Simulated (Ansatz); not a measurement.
A series in volume scale on TiB2

All results are calculated (Ansatz 0.2.0). Periodic Kohn-Sham DFT of a crystal at fixed atoms, scaled to volume_scale times the given cell; pressure positive in compression, energy less spherical unpolarised free atoms, largest_vzz the field gradient of largest size among the nuclei.

The cell before it is scaled or strained (space group P6/mmm, No. 191):
```
TiB2
1.0
      3.0292     0.0000     0.0000
     -1.5146     2.6234     0.0000
      0.0000     0.0000     3.2284
Ti B
1 2
Direct
  0.00000 0.00000 0.00000
  0.33333 0.66667 0.50000
  0.66667 0.33333 0.50000
```

Settings of every row: method frozen-core PAW; functional PBEsol; relativity scalar; k mesh 15x15x13; filling fermi-dirac; smearing width 0.08 eV; wave cutoff 420 eV; paw set soft_2.

Atom start moment: 0 on all atoms.

Limits: PAW files made with PBE; no gap: field gradients move with the k mesh.

```csv
row,volume scale,V (Å³/atom),pressure (GPa),largest V_zz (1e21 V/m^2)
1,0.94,8.039,12.128,2.155
2,0.96,8.21,5.8,2.128
3,0.98,8.381,?,?
4,0.99,8.466,-2.592,2.085
5,1,8.552,-5.124,2.069
6,1.01,8.637,-7.535,2.056
7,1.02,8.723,-9.829,2.04
8,1.04,8.894,-14.094,2.016
9,1.06,9.065,-17.959,1.99
```

Question: what pressure and largest V_zz should row 3 give?

Worked fit of pressure. Take u = (V_r/V)^(2/3) − 1 with V_r = 8.5945 Å³ an atom, which is twice the finite (Eulerian) strain; such expansions in the strain, on which the Birch-Murnaghan equation of state is built, carry the rest volume and the bulk modulus. The shown rows have u = 0.04555, 0.03098, 0.01009, 0.00331, -0.00328, -0.00985, -0.02258, -0.03491. Least squares give pressure = −6.3446 + 364.089 × u + 907.24 × u² GPa; a straight line predicts inner rows, each left out in turn, worse (root mean square 0.48 against 0.013 GPa). The rows lie off it by 0.006, -0.006, -0.013, 0.006, -0.006, 0.014, 0.009, -0.010 (root mean square 0.0093 GPa). The pressure vanishes at u = 0.0167, or V = 8.383 Å³ an atom, and there the bulk modulus at fixed shape and fractions is B = −V dP/dV = (2/3)(1 + u) dP/du = 267 GPa. Letting shape and atoms relax would as a rule lower it, by much in layered, chain or molecular crystals. The withheld row has u = 0.01691, so the fit gives −6.3446 + 364.089 × (0.01691) + 907.24 × (0.01691)² = 0.072 GPa.

The calculation gave 0.068 GPa. The fit lies 0.004 GPa (5.9 % of the value, 0.013 % of the column's range) above it; its largest miss of a shown row is 0.014 GPa.

Worked fit of largest V_zz. Take t = volume scale − 1. The shown rows have t = -0.06, -0.04, -0.01, 0, 0.01, 0.02, 0.04, 0.06. Their means are 0.0025 and 2.0674 1e21 V/m^2; the sums about the means are S_tt = 0.01095 and S_ty = -0.01522, whose ratio is the slope. Least squares give largest V_zz = 2.0708 − 1.39 × t 1e21 V/m^2. The rows lie off it by 0.001, 0.002, 0.000, -0.002, -0.001, -0.003, 0.001, 0.003. The withheld row has t = -0.02, so the fit gives 2.0708 − 1.39 × (-0.02) = 2.099 1e21 V/m^2.

The calculation gave 2.1 1e21 V/m^2. The fit lies 0.001 1e21 V/m^2 (0.61 % of the column's range) below it, one unit of the last digit.
